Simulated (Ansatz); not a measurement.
A series in volume per atom on Bi₂Te₃

Periodic Kohn-Sham DFT of a crystal at fixed atoms; pressure and stress are positive in compression; the energy is the free energy less that of spherical unpolarised free atoms; site moments are those in the method's own spheres, positive along +z. The results are calculated, by Ansatz 0.2.0.

Cell of the first row (space group R-3m, No. 166):
```
CELL_PARAMETERS angstrom
2.14820 1.24030 9.95810
-2.14820 1.24030 9.95810
0.00000 -2.48060 9.95810
ATOMIC_POSITIONS crystal
Bi 0.40000 0.40000 0.40000
Bi 0.60000 0.60000 0.60000
Te 0.00000 0.00000 0.00000
Te 0.20950 0.20950 0.20950
Te 0.79050 0.79050 0.79050
```

Settings of every row: method frozen-core PAW; functional PBEsol; relativity scalar; k mesh 7x7x7; filling fermi-dirac; smearing width 0.08 eV; wave cutoff 420 eV; paw set soft_2.

Atom start moment: 0 on all atoms.

Limits: PAW files made with PBE; a layered crystal: even scaling strains the bonds within the layers, so this curve is stiffer than the crystal under pressure; no spin-orbit coupling on heavy atoms; small gap, it may come from the mesh.

| row | volume per atom (Å³) | pressure (GPa) |
| --- | --- | --- |
| 1 | 31.839 | 3.021 |
| 2 | 32.517 | 1.677 |
| 3 | 33.194 | 0.475 |
| 4 | 33.533 | -0.076 |
| 5 | 33.871 | ? |
| 6 | 34.21 | -1.091 |
| 7 | 34.549 | -1.557 |
| 8 | 35.226 | -2.413 |
| 9 | 35.904 | -3.177 |

Question: what pressure should row 5 give?

Worked fit of pressure. Take u = (V_r/V)^(2/3) − 1 with V_r = 33.871 Å³ an atom, which is twice the finite (Eulerian) strain; such expansions in the strain, on which the Birch-Murnaghan equation of state is built, carry the rest volume and the bulk modulus. The shown rows have u = 0.04211, 0.02757, 0.01355, 0.00671, -0.00662, -0.01313, -0.02581, -0.03811. Least squares give pressure = −0.5971 + 76.086 × u + 226.54 × u² + 168 × u³ GPa; a parabola predicts inner rows, each left out in turn, worse (root mean square 0.0028 against 0.00083 GPa). The rows lie off it by 0.000, 0.001, -0.001, 0.000, 0.000, 0.000, 0.000, 0.000. The pressure vanishes at u = 0.0077, or V = 33.48 Å³ an atom, and there the bulk modulus at fixed shape and fractions is B = −V dP/dV = (2/3)(1 + u) dP/du = 53.5 GPa. Letting shape and atoms relax would as a rule lower it, by much in layered, chain or molecular crystals. The withheld row has u = 0, so the fit gives −0.5971 + 76.086 × (0) + 226.54 × (0)² + 168 × (0)³ = -0.597 GPa.

The calculation gave -0.598 GPa. The fit lies 0.001 GPa (0.016 % of the column's range) above it, one unit of the last digit.
